**Cutoff convergence of the s, p and d levels of a phosphorus pseudopotential**

The table holds the excess of the lowest s, p and d pseudo-atom levels over their 400 Ry values, in spherical Bessel functions, for a Troullier-Martins potential of P (ld1.x, PBE, scalar-relativistic). The program checks that the summed error is 2s + 3p, turns the drops between cutoffs into weights per unit wave number, and tests whether s follows from p by scaling with the radii or with the binding energies. It then fits the s excess from 10 to 80 Ry with a smooth power law and with an oscillating Fourier tail. Radius scaling is too low by factors of 9 to 31, binding scaling comes closer but drifts, and the s weight has a clear minimum between 21 and 30 Ry. The asymptotic oscillating tail fits worse than the power law (rms factor 2.56 against 1.53) and passes it only with four free constants.

Calculated values. Cutoff test of a phosphorus pseudopotential from ld1.x 7.5 (PBE, scalar-relativistic): separable Troullier-Martins scheme, valence 3s2 3p3, radii s 1.52, p 1.62, d 1.26 bohr, s channel as local potential, nonlinear core correction. Pseudo-atom levels are solved in the reference potential with spherical Bessel functions in a 20 bohr box and given less their values at 400 Ry.

## Numerical check

```python
# Table: ld1.x, P Troullier-Martins pseudopotential, PBE, scalar-relativistic; s, p, d pseudo-atom levels in Bessel functions
# (20 bohr box) less their 400 Ry values. Tested: radius scaling, binding scaling, smooth fall and lobed Fourier tail.
T = {
    'cutoff': [10, 15, 21, 30, 40, 50, 60, 80, 100, 140],  # Ry
    'sum_of_levels_error': [99.31, 26.57, 9.4, 7.58, 2.44, 0.45, 0.27, 0.14, 0.02, 0.0],  # mRy
    'lowest_p_level_excess': [1.19, 0.81, 0.28, 0.06, 0.04, 0.01, 0.01, 0.0, 0.0, 0.0],  # mRy
    'lowest_d_level_excess': [0.43, 0.31, 0.2, 0.12, 0.05, 0.02, 0.01, 0.0, 0.0, 0.0],  # mRy
    'lowest_s_level_excess': [47.87, 12.07, 4.28, 3.7, 1.16, 0.21, 0.12, 0.07, 0.01, 0.0],  # mRy
}
import numpy as np
E = np.array(T['cutoff'], float); q = np.sqrt(E)
S, s, p, d = (np.array(T[k], float) for k in ('sum_of_levels_error', 'lowest_s_level_excess', 'lowest_p_level_excess', 'lowest_d_level_excess'))
rs, rp, box = 1.52, 1.62, 20.0            # settings of the run, bohr
es, ep, ed = -1.02674, -0.40475, 0.06364  # levels at 400 Ry from the same run, Ry
print("table rounding: +-0.005 mRy per value, +-0.01 mRy per difference")
print("largest |sum - (2s+3p)| = %.3f mRy" % abs(S-2*s-3*p).max())
print("s share of sum: " + ", ".join("%g Ry %.0f%%" % (E[i], 200*s[i]/S[i]) for i in range(6)))
print("s/p: " + ", ".join("%g Ry %.1f" % (E[i], s[i]/p[i]) for i in range(5)) + "; d/p: " + ", ".join("%.2f" % (d[i]/p[i]) for i in range(5)))
free = (5.7635/box)**2                    # first zero of j2
print("d level %.4f Ry, empty-box d level %.4f Ry, difference %.4f Ry" % (ed, free, ed-free))
nb = np.floor(q*box/np.pi); dq = np.diff(q); ws = -np.diff(s)/dq
print("band Ry | q 1/bohr | new s functions | s drop mRy (%) | slope dln s/dln E | drop per q, mRy bohr: s, p, d, rounding")
for i in range(8):
    print("%g-%g | %.2f-%.2f | %d | %.2f (%.0f%%) | %.2f | %.3f %.3f %.3f %.3f" % (E[i], E[i+1], q[i], q[i+1], nb[i+1]-nb[i], s[i]-s[i+1],
          100*(1-s[i+1]/s[i]), np.log(s[i+1]/s[i])/np.log(E[i+1]/E[i]), ws[i], (p[i]-p[i+1])/dq[i], (d[i]-d[i+1])/dq[i], 0.01/dq[i]))
mins = [i for i in range(1, 7) if ws[i] < ws[i-1] and ws[i] < ws[i+1]]
a, b = mins[0], mins[-1]
print("s minima in bands from %g and %g Ry: spacing %.2f to %.2f 1/bohr; pi/r_s = %.2f" % (E[a], E[b], q[b]-q[a+1], q[b+1]-q[a], np.pi/rs))
fr, fb = (rp/rs)**2, es/ep
ok = p >= 0.035                           # p well above rounding
def scaled(e, f):
    x = e/f
    return f*np.exp(np.interp(np.log(x), np.log(E[ok]), np.log(p[ok]))) if E[ok][0] <= x <= E[ok][-1] else None
print("s from p by s(E) = f p(E/f): radius f = %.3f, binding f = %.3f" % (fr, fb))
print("E Ry | s mRy | radius: predicted, table/predicted | binding: predicted, table/predicted")
rat = []
for i in range(1, 9):
    v = [scaled(E[i], f) for f in (fr, fb)]
    if v[0]: rat.append(s[i]/v[0])
    print("%g | %.2f | " % (E[i], s[i]) + " | ".join("%.3f, %.2f" % (x, s[i]/x) if x else "outside p range" for x in v))
fit = s >= 0.05                           # later rows are limited by rounding
g = np.linspace(3, 20, 3401); ph = np.linspace(0, np.pi, 90, endpoint=False)[:, None]
tail = lambda f: np.interp(q, g, np.cumsum(f[::-1])[::-1]*(g[1]-g[0]))
def lobes(ns, Rs):                        # A * integral from q_c to 20 of q^-n sin^2(qR+phase)
    best = (np.inf,)
    for n in ns:
        w = g**-n; t0 = tail(w)
        for R in Rs:
            m = np.log(np.maximum(t0 - np.cos(2*ph)*tail(w*np.cos(2*g*R)) + np.sin(2*ph)*tail(w*np.sin(2*g*R)), 1e-300))
            r = np.log(s[fit]) - m[:, fit]; c = r.mean(1); sd = r.std(1); j = sd.argmin()
            if sd[j] < best[0]: best = (sd[j], n, R, ph[j, 0], np.exp(m[j]+c[j]))
    return best
k = np.polyfit(np.log(E[fit]), np.log(s[fit]), 1); M = [np.exp(np.polyval(k, np.log(E)))]
print("fits of ln s, %d rows (10-80 Ry); rms given as a factor" % fit.sum())
print("A smooth power law, 2 constants: exponent %.2f (asymptotic theory -4.5), rms x%.2f" % (k[0], np.exp(np.log(s[fit]/M[0][fit]).std())))
ns = np.arange(3, 14.01, 0.25)
for name, o in (("B lobes, n=10, R=r_s, 2 constants", lobes([10.0], [rs])), ("C lobes, R=r_s, 3 constants", lobes(ns, [rs])),
                ("D lobes, 4 constants", lobes(ns, np.arange(0.8, 2.01, 0.02)))):
    nd = [(j*np.pi-o[3])/o[2] for j in range(1, 9)]
    print("%s: n %.2f, R %.2f bohr, rms x%.2f, nodes at E = %s Ry" % (name, o[1], o[2], np.exp(o[0]), " ".join("%.0f" % x**2 for x in nd if 3 < x < 10.5)))
    M.append(o[4])
print("E Ry | s mRy | models A B C D mRy | table/model A B C D")
for i in range(len(E)):
    print("%g | %.2f | " % (E[i], s[i]) + " ".join("%.3f" % m[i] for m in M) + " | " +
          (" ".join("%.2f" % (s[i]/m[i]) for m in M) if s[i] > 0 else "below print") + ("" if fit[i] else " (not fitted)"))
assert abs(S-2*s-3*p).max() < 0.03
assert all((np.diff(x) <= 0).all() for x in (s, p, d))
assert ws[2] + 0.05 < min(ws[1], ws[3])
assert min(rat) > 5
```

Printed output:

```
table rounding: +-0.005 mRy per value, +-0.01 mRy per difference
largest |sum - (2s+3p)| = 0.000 mRy
s share of sum: 10 Ry 96%, 15 Ry 91%, 21 Ry 91%, 30 Ry 98%, 40 Ry 95%, 50 Ry 93%
s/p: 10 Ry 40.2, 15 Ry 14.9, 21 Ry 15.3, 30 Ry 61.7, 40 Ry 29.0; d/p: 0.36, 0.38, 0.71, 2.00, 1.25
d level 0.0636 Ry, empty-box d level 0.0830 Ry, difference -0.0194 Ry
band Ry | q 1/bohr | new s functions | s drop mRy (%) | slope dln s/dln E | drop per q, mRy bohr: s, p, d, rounding
10-15 | 3.16-3.87 | 4 | 35.80 (75%) | -3.40 | 50.372 0.535 0.169 0.014
15-21 | 3.87-4.58 | 5 | 7.79 (65%) | -3.08 | 10.978 0.747 0.155 0.014
21-30 | 4.58-5.48 | 5 | 0.58 (14%) | -0.41 | 0.648 0.246 0.089 0.011
30-40 | 5.48-6.32 | 6 | 2.54 (69%) | -4.03 | 2.998 0.024 0.083 0.012
40-50 | 6.32-7.07 | 5 | 0.95 (82%) | -7.66 | 1.273 0.040 0.040 0.013
50-60 | 7.07-7.75 | 4 | 0.09 (43%) | -3.07 | 0.133 0.000 0.015 0.015
60-80 | 7.75-8.94 | 7 | 0.05 (42%) | -1.87 | 0.042 0.008 0.008 0.008
80-100 | 8.94-10.00 | 7 | 0.06 (86%) | -8.72 | 0.057 0.000 0.000 0.009
s minima in bands from 21 and 60 Ry: spacing 2.27 to 4.36 1/bohr; pi/r_s = 2.07
s from p by s(E) = f p(E/f): radius f = 1.136, binding f = 2.537
E Ry | s mRy | radius: predicted, table/predicted | binding: predicted, table/predicted
15 | 12.07 | 1.038, 11.62 | outside p range
21 | 4.28 | 0.476, 9.00 | outside p range
30 | 3.70 | 0.118, 31.31 | 2.575, 1.44
40 | 1.16 | 0.054, 21.33 | 1.755, 0.66
50 | 0.21 | outside p range | 0.868, 0.24
60 | 0.12 | outside p range | 0.425, 0.28
80 | 0.07 | outside p range | 0.142, 0.49
100 | 0.01 | outside p range | 0.104, 0.10
fits of ln s, 8 rows (10-80 Ry); rms given as a factor
A smooth power law, 2 constants: exponent -3.19 (asymptotic theory -4.5), rms x1.53
B lobes, n=10, R=r_s, 2 constants: n 10.00, R 1.52 bohr, rms x2.56, nodes at E = 12 31 58 93 Ry
C lobes, R=r_s, 3 constants: n 7.25, R 1.52 bohr, rms x1.56, nodes at E = 10 27 53 87 Ry
D lobes, 4 constants: n 8.00, R 0.80 bohr, rms x1.32, nodes at E = 18 66 Ry
E Ry | s mRy | models A B C D mRy | table/model A B C D
10 | 47.87 | 54.623 100.625 40.380 58.728 | 0.88 0.48 1.19 0.82
15 | 12.07 | 14.982 59.611 21.585 7.539 | 0.81 0.20 0.56 1.60
21 | 4.28 | 5.121 11.831 3.722 6.695 | 0.84 0.36 1.15 0.64
30 | 3.70 | 1.641 1.418 1.982 3.330 | 2.25 2.61 1.87 1.11
40 | 1.16 | 0.655 0.763 0.709 0.916 | 1.77 1.52 1.64 1.27
50 | 0.21 | 0.322 0.134 0.274 0.217 | 0.65 1.56 0.77 0.97
60 | 0.12 | 0.180 0.090 0.242 0.107 | 0.67 1.33 0.50 1.12
80 | 0.07 | 0.072 0.020 0.062 0.089 | 0.97 3.47 1.13 0.78
100 | 0.01 | 0.035 0.010 0.047 0.038 | 0.28 0.95 0.21 0.27 (not fitted)
140 | 0.00 | 0.012 0.002 0.015 0.007 | below print (not fitted)
```
